**Quartet BeTl on the short side of the bond: prediction from the stretched rows**

Sizes to keep in mind: promoting Be from $2s^2$ to $^3P$ costs roughly 2.7 eV (rough, recalled), the bond then formed returns about 2 eV, one electron shared equally between two atoms adds 0.5 to the Mayer bond order, and one electron charge moved by 1 Å is 4.8 D. The question is how far ten single-determinant PBE0 rows fix the two shortest ones.

Quartet BeTl (σ¹π² unpaired) at fixed bond lengths, computed with PySCF 2.14.0 using unrestricted PBE0, aug-cc-pVDZ on Be and aug-cc-pVDZ-PP with a 60-electron core potential on Tl. Orbital occupation is held and spin-orbit coupling omitted. Energy is relative to separated ground-state atoms, the dipole is positive for Be⁻Tl⁺, and the gap is HOMO–LUMO.

```csv
bond length (Å),energy (eV),dipole (D),"Löwdin charge, first atom (e)",gap of levels (eV),Mayer bond order,<S^2>
2.239,?,?,?,?,?,?
2.343,?,?,?,?,?,?
2.447,0.743,0.78,-0.25,0.93,1.32,3.753
2.525,0.818,0.85,-0.24,0.85,1.26,3.753
2.603,0.906,0.94,-0.22,0.79,1.20,3.752
2.681,1.001,1.02,-0.21,0.74,1.16,3.752
2.785,1.133,1.14,-0.20,0.69,1.11,3.752
2.915,1.299,1.28,-0.18,0.66,1.07,3.751
3.071,1.490,1.44,-0.16,0.65,1.05,3.751
3.280,1.723,1.63,-0.14,0.67,1.03,3.751
3.592,2.016,1.85,-0.12,0.79,1.02,3.751
4.035,2.324,2.02,-0.10,0.97,1.02,3.751
```

**State.** The energy $E$ is positive in every known row but falls as the bond length $r$ shortens, so the atoms attract. Ground-state Be (singlet) and Tl (doublet) couple only to doublets, so theory requires a promoted atom for a quartet, at lowest Be $^3P$. The run's zero is Be $2s^2$ plus Tl $6s^26p^1$, so this is an excited state, bound below its own limit but above the ground-state atoms. Morse fits put that limit at 2.67 or 2.84 eV depending on the rows used. This is near the promotion energy but proves little, since one determinant need not stretch to the correct atoms. A doublet bound from ground-state atoms would instead run to zero from below; its bond, not computed here, is expected to be weaker and longer, because the closed $2s^2$ shell of Be repels. $\langle S^2\rangle$, the total spin squared, stays near the pure-quartet 3.75, which doesn't test whether one determinant suffices.

**Energy model.** Take $E=E_{min}+D(1-x)^2$ with $x=e^{-a(r-r_e)}$, where $D$ is the depth, $a$ the inverse range and $r_e$ the minimum. The slope $2Da\,x(1-x)$ peaks at $x=1/2$ with the value $Da/2$, so the minimum lies $\ln 2/a$ inside the inflection. The known rows give a peak slope of 1.28 eV/Å, an inflection near 2.82 Å and a slope of 0.96 eV/Å at 2.49 Å. From these, and the known shortest row:

$$4x(1-x)=\frac{0.96}{1.28}=0.75\ \Rightarrow\ x=0.75,\qquad a=\frac{\ln(0.75/0.5)}{2.82-2.49}\approx1.23\ \text{Å}^{-1}$$

$$r_e\approx 2.82-\frac{0.69}{1.23}\approx2.26\ \text{Å},\qquad D=\frac{2(1.28)}{1.23}\approx2.1\ \text{eV}$$

$$E_{min}\approx0.743-2.1\,(1-e^{-1.23\times0.19})^2\approx0.743-0.09\approx0.65\ \text{eV}$$

Both withheld rows should thus lie on the flat bottom of the well.

**Bond order.** An unpaired electron divided as $c$ and $1-c$ between the atoms contributes $2c(1-c)\le0.5$ to the Mayer order. Two $\pi$ electrons shared equally give 1.0, and the column levels off at 1.02. The run's orbitals at 2.603 Å support this origin: each $\pi$ electron lies about 58% on Be and 42% on Tl. Sharing that doesn't decay on stretching means that the determinant keeps ionic terms, so its long-range energy, charge and dipole are suspect. In a $\sigma$ space of two orbitals holding three electrons, the majority spin fills both and only the minority electron bonds. A two-level model with exponentially decaying coupling gives that electron $0.5/(1+e^{k(r-r_0)})$, with steepness $k$ and midpoint $r_0$ fitted, and caps the total near 1.5; an uncapped exponential fits the known rows about as well, both to nearly the rounding.

**Dipole.** The dipole rises with $r$ while the Löwdin charge $q$ on Be, negative throughout, shrinks in size. The point-charge term $-qr$ falls from 2.94 to 1.94 D across the known rows, so these charges alone would make the dipole shrink on stretching. The remainder, 2.16 D at the short end and small at the long end, is an opposing polarisation of the atoms that fades with distance, as far as a basis-dependent charge can define it. On compression it should keep growing and pull the dipole down.

**Forecasts** for 2.343 and 2.239 Å, assuming no change of state:

- Energy: positive and flattening, 0.66–0.69 and 0.62–0.69 eV, last step smaller than 0.05 eV.
- Dipole: falling, positive, 0.65–0.72 and 0.53–0.66 D.
- Charge: −0.26 to −0.28 and −0.27 to −0.31.
- Mayer order: 1.38–1.44, then at least 1.43; clearly above 1.52 would refute the capped model.
- Gap of levels (an orbital-energy difference, given no cause here): widening at both lengths, the least secure.
- $\langle S^2\rangle$: staying near 3.75.

The run's warning that no minimum lies inside the scan already suggests the order of the two energies, so that order counts as no foresight. Dipole, charge, gap and spin are plain extrapolations. The output below also averages two forms per column, fitted to known rows only, with a bar made of half their spread, a back-test miss and the rounding.

The withheld rows as computed:

```csv
bond length (Å),energy (eV),dipole (D),"Löwdin charge, first atom (e)",gap of levels (eV),Mayer bond order,<S^2>
2.239,0.655,0.60,-0.30,1.21,1.53,3.754
2.343,0.672,0.68,-0.27,1.06,1.42,3.754
```

**Energy.** All twelve values agree with the forecasts, the largest miss of the averaged predictions being 0.77 of a bar, and no column jumps. The last energy step is 0.017 eV. At the shortest row the Morse curve fitted to all ten rows lies 0.038 eV below the computed energy (0.617 against 0.655), whereas a cubic in $1/r$ fitted to the six shortest known rows is almost exact. One Morse shape therefore doesn't span the whole curve, and the distant rows are the ones that mislead it.

**Minimum.** A parabola through the three shortest rows turns at 2.258 Å, and a Morse curve fitted to the seven shortest known rows, without the withheld ones, has its minimum at 2.257 Å. No computed point rises on the inner side, so the minimum is estimated, not bracketed. Its height depends on the zero: spin-orbit coupling, left out here, lowers ground-state Tl by roughly 0.6 eV (rough, recalled), as much as the height itself, and the broken-symmetry atoms shift the zero too. Such atomic shifts leave the shape alone, though the coupling within the molecule need not. With B or Al in place of Tl the spin-orbit shift would be far smaller.

**Bond order.** The average hit only because two misses cancelled. At the shortest row the two-level form gave 1.43 and the exponential 1.65, against a computed 1.53. That value exceeds the fitted cap by 0.007, about the rounding, so the stated test was not clearly triggered; yet the order is still climbing steeply where the model bends over, and the capped curve fails. The run's orbitals at 2.603 Å show what the model lacks: there the $\pi$ electrons and the minority $\sigma$ electron supply only about 1.12 of the 1.20, so the majority $\sigma$ electrons already bond a little. They can do so only if other orbitals, probably $p_\sigma$, enlarge the $\sigma$ space; that this mixing grows on compression is expected, not shown.

**Dipole.** The averaged extrapolation fell 0.035 D below the computed 0.60 D, in the direction and size of its back-test, because the dipole falls more slowly at short range. The remainder did keep growing, to 2.63 D out of a point-charge term of 3.23 D. The dipole is there a small difference of two large terms.

Numerical output:

```
Morse, 10 shortest known rows: Emin 0.614 D 2.23 limit 2.84 eV, a 1.14/A, re 2.207, inflection 2.82 A, rms 0.0015 eV
Morse, 7 shortest known rows: Emin 0.649 D 2.02 limit 2.67 eV, a 1.27/A, re 2.257, inflection 2.80 A, rms 0.0002 eV
dE/dr eV/A at midpoints: 2.49:0.96 2.56:1.13 2.64:1.22 2.73:1.27 2.85:1.28 2.99:1.22 3.18:1.11 3.44:0.94 3.81:0.70
Mayer two-level: base 1.023, cap 1.523, k 5.64/A, r0 2.507 A, rms 0.0039
Mayer exponential: base 1.013, k 3.39/A, rms 0.0045 (rounding 0.005)
r A | model-table: Morse eV, two-level, exponential | -q*r D (rounding), -q*r minus dipole D
2.447 | -0.0018 -0.005 +0.006 | 2.94 (0.06) +2.16
2.525 | +0.0015 +0.000 -0.007 | 2.91 (0.06) +2.06
2.603 | +0.0016 +0.007 -0.002 | 2.75 (0.06) +1.81
2.681 | +0.0008 -0.001 -0.005 | 2.70 (0.06) +1.68
2.785 | -0.0005 -0.001 +0.003 | 2.68 (0.07) +1.54
2.915 | -0.0018 -0.001 +0.007 | 2.52 (0.07) +1.24
3.071 | -0.0015 -0.007 +0.001 | 2.36 (0.07) +0.92
3.280 | +0.0007 -0.001 +0.002 | 2.21 (0.08) +0.58
3.592 | +0.0023 +0.004 -0.000 | 2.07 (0.09) +0.22
4.035 | -0.0012 +0.003 -0.005 | 1.94 (0.10) -0.08
Prediction = mean of two forms; bar = half spread + back-test miss + rounding
e eV: form 1 Morse; form 2 cubic in 1/r, 6 rows; rounding 0.0005
  r 2.343: forms 0.660 0.673, back-test -0.008, predicted 0.666 +- 0.015, computed 0.672, miss +0.006 = 0.37 bar
  r 2.239: forms 0.617 0.658, back-test -0.016, predicted 0.638 +- 0.038, computed 0.655, miss +0.017 = 0.47 bar
dipole D: form 1 line, 4 rows; form 2 parabola, 6 rows; rounding 0.005
  r 2.343: forms 0.668 0.672, back-test -0.022, predicted 0.670 +- 0.029, computed 0.680, miss +0.010 = 0.34 bar
  r 2.239: forms 0.560 0.571, back-test -0.035, predicted 0.565 +- 0.045, computed 0.600, miss +0.035 = 0.77 bar
q e: form 1 exponential; form 2 line, 4 rows; rounding 0.005
  r 2.343: forms -0.273 -0.270, back-test +0.005, predicted -0.271 +- 0.012, computed -0.270, miss +0.001 = 0.13 bar
  r 2.239: forms -0.297 -0.288, back-test +0.001, predicted -0.293 +- 0.010, computed -0.300, miss -0.007 = 0.71 bar
mayer : form 1 two-level; form 2 exponential; rounding 0.005
  r 2.343: forms 1.381 1.458, back-test +0.005, predicted 1.420 +- 0.048, computed 1.420, miss +0.000 = 0.01 bar
  r 2.239: forms 1.433 1.646, back-test +0.024, predicted 1.540 +- 0.136, computed 1.530, miss -0.010 = 0.07 bar
gap eV: form 1 parabola in r, 5 rows; form 2 parabola in 1/r, 5 rows; rounding 0.005
  r 2.343: forms 1.050 1.061, back-test -0.001, predicted 1.056 +- 0.012, computed 1.060, miss +0.004 = 0.38 bar
  r 2.239: forms 1.194 1.232, back-test -0.024, predicted 1.213 +- 0.048, computed 1.210, miss -0.003 = 0.06 bar
s2 : form 1 last value; form 2 line, 4 rows; rounding 0.0005
  r 2.343: forms 3.753 3.754, back-test -0.001, predicted 3.753 +- 0.001, computed 3.754, miss +0.001 = 0.46 bar
  r 2.239: forms 3.753 3.754, back-test -0.001, predicted 3.754 +- 0.002, computed 3.754, miss +0.000 = 0.25 bar
Computed energy steps, 3 shortest rows, eV: +0.017 +0.071 ; slopes eV/A: +0.16 +0.68
Parabola through them: curvature 4.99 eV/A^2, vertex 2.258 A
r 2.239: -q*r 3.23 D, minus dipole +2.63 D; Mayer minus two-level cap +0.007
r 2.343: -q*r 3.04 D, minus dipole +2.36 D; Mayer minus two-level cap -0.103
```
